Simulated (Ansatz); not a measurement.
# A series in volume scale on S

Free energy against uniform scaling of the volume at fixed shape and fractions; periodic cell, basis, potentials, k mesh and filling as listed. The results are calculated, by Ansatz 0.2.0.

The cell before it is scaled or strained (space group Fm-3m, No. 225):
```
cell vectors (Å)
   0.0000     1.9944     1.9944
   1.9944     0.0000     1.9944
   1.9944     1.9944     0.0000
atoms (fractions of the cell vectors)
S   0.00000  0.00000  0.00000
```

Settings of every row: functional PBEsol; dispersion none; potentials all-electron LAPW; k mesh 10x10x10; k shift 0x0x0; occupations fermi dirac; smearing width 0.05 eV; spin none; basis error target 0.0005 eV/atom; SCF threshold exponent -8.

Limits: coarse k mesh, up to 40 meV an atom off; minimum outside the range; the cell comes from a prototype or a list of computed structures and needn't be the stable phase.

| row | volume scale | V (Å³/atom) | energy above lowest point (meV/atom) |
| --- | --- | --- | --- |
| 1 | 0.94 | 14.914 | 0 |
| 2 | 0.96 | 15.231 | ? |
| 3 | 0.98 | 15.549 | 9.6 |
| 4 | 1 | 15.866 | 19.5 |
| 5 | 1.02 | 16.183 | 32.3 |
| 6 | 1.04 | 16.501 | 47.7 |
| 7 | 1.06 | 16.818 | 65.3 |

Question: what energy above lowest point should row 2 give?

Worked fit of energy above lowest point. Take u = (V_r/V)^(2/3) − 1 with V_r = 16.024 Å³ an atom, which is twice the finite (Eulerian) strain; such expansions in the strain, on which the Birch-Murnaghan equation of state is built, carry the rest volume and the bulk modulus. The shown rows have u = 0.04902, 0.02026, 0.00663, -0.00656, -0.01937, -0.03173. Least squares give energy above lowest point = 25.54 − 970.8 × u + 9004 × u² + 3500 × u³ meV/atom; a parabola predicts inner rows, each left out in turn, worse (root mean square 0.069 against 0.0043 meV/atom). All shown rows lie on it to the printed digit. The withheld row has u = 0.03442, so the fit gives 25.54 − 970.8 × (0.03442) + 9004 × (0.03442)² + 3500 × (0.03442)³ = 2.9 meV/atom.

The calculation gave 3 meV/atom. The fit lies 0.1 meV/atom (0.15 % of the column's range) below it, one unit of the last digit.
